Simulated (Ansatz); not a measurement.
## Pressure against volume in Zn3CdTe4

The cell was found from a structure generator's guess, not taken from experiment.

All numbers below come from DFT PBE, scalar-relativistic, plane waves, PAW in Ansatz 0.2.0. Plane waves to 420 eV, a 6×6×2 mesh through Γ for the 8-atom cell and 0.02 eV Gaussian smearing; no spin polarisation.

Space group P-4m2 (No. 115). a = 4.441 Å, b = 4.441 Å, c = 12.615 Å, α = 90.00°, β = 90.00°, γ = 90.00°
```csv
atom,site,symmetry,x,y,z
Zn,2e,2mm.,0.0000,0.0000,0.7596
Zn,1b,-4m2,0.5000,0.5000,0.0000
Cd,1c,-4m2,0.5000,0.5000,0.5000
Te,2g,2mm.,0.5000,0.0000,0.8798
Te,2g,2mm.,0.5000,0.0000,0.3599
```

The cell was set to several volumes, with shape and atoms relaxed at each where symmetry leaves them free. Pressure is positive in compression, and energies count from the lowest row.

```
row  V (Å³/atom)  P (GPa)  ΔE (meV/atom)  gap on mesh (eV)
  1       27.366     7.05           72.6              1.41
  2       28.299        ?              ?                 ?
  3       29.232     2.92           16.0              1.13
  4       30.165     1.33            3.7              1.00
  5       31.098    -0.01            0.0              0.88
  6       32.031    -1.14            3.4              0.76
  7       32.964    -2.09           12.9              0.65
  8       34.208    -3.13           33.3              0.51
```

Question: Find B = −V·ΔP/ΔV from rows 4 and 6 and from rows 1 and 3, and from the two its slope B′ and its value B0 at zero pressure.

Answer: Rows 4 and 6 give −(30.165 + 32.031)/2 × (-1.14 − (1.33))/(32.031 − 30.165) = 41.2 GPa at a mean pressure of 0.10 GPa. Rows 1 and 3 give −(27.366 + 29.232)/2 × (2.92 − (7.05))/(29.232 − 27.366) = 62.6 GPa at a mean pressure of 4.98 GPa. So B′ = (62.6 − 41.2)/(4.98 − (0.10)) = 4.39 and B0 = 41.2 − 4.39 × (0.10) = 40.8 GPa. A third-order Birch–Murnaghan fit to all the energies gives B0 = 40.9 GPa and B′ = 4.7.

Question: Estimate the pressure and energy of row 2.

Answer: From row 5, V0 = 31.098 × (1 + (-0.01)/40.8) = 31.090 Å³/atom. Murnaghan's form P = (B0/B′)·[(V0/V)^B′ − 1] gives (40.8/4.39) × [(31.090/28.299)^4.39 − 1] = 4.75 GPa; the computed pressure is 4.80 GPa, so the estimate is off by -0.05 GPa. The work of compression from row 3, with the mean of the two pressures, gives ΔE = 16.0 + (4.75 + 2.92)/2 × (29.232 − 28.299)/160.2 × 1000 = 38.3 meV/atom (1 eV/Å³ = 160.2 GPa); the computed value is 38.3 meV/atom.

Question: Fit the gap against pressure through the other rows and estimate it at the computed pressure of row 2.

Answer: Over the 7 rows the mean pressure is 0.7043 GPa and the mean gap is 0.906 eV. The sums of products of deviations are S_xx = 71.99 and S_xy = 6.275, so the slope is 6.275/71.99 = 0.08716 (r = 0.99, rms misfit 0.04 eV). At 4.80 GPa the line gives 0.906 + (0.08716) × (4.80 − 0.7043) = 1.26 eV. The computed value is 1.26 eV, so the line is off by 0.00 eV, less than the largest miss among the fitted rows (0.06 eV).

These runs have no spin–orbit coupling, which can matter for Te. Kohn–Sham gaps at this level usually fall short of measured ones. The missing spin–orbit coupling can work the other way here. All volumes keep the k mesh of the relaxed cell. A later test with randomly moved atoms came back to the same energy, though modes that don't fit the test's cell weren't probed.

Compression stiffens Zn3CdTe4 and widens its gap at every step. The structure is an ordered zinc-blende derivative with tetrahedral bonding, and its modest bulk modulus, 40.8 GPa, fits the long, soft bonds expected of a telluride. The gap probably opens because shortening the bonds raises the antibonding, cation-s-rich conduction-band edge relative to the mainly Te p valence-band top, the usual behaviour of direct-gap zinc-blende tellurides.

The gap is much closer to linear in volume than in pressure. As the lattice stiffens, each further gigapascal brings less contraction and so a smaller gain in gap. The straight line in pressure therefore averages over a slope that falls from the expanded to the compressed cells, and its near-perfect hit at row 2 reflects where line and curve cross rather than true linearity.

The data describe compression within this one structure; without enthalpies for denser phases such as cinnabar or rock salt, they don't show that it remains the preferred phase at the higher pressures.
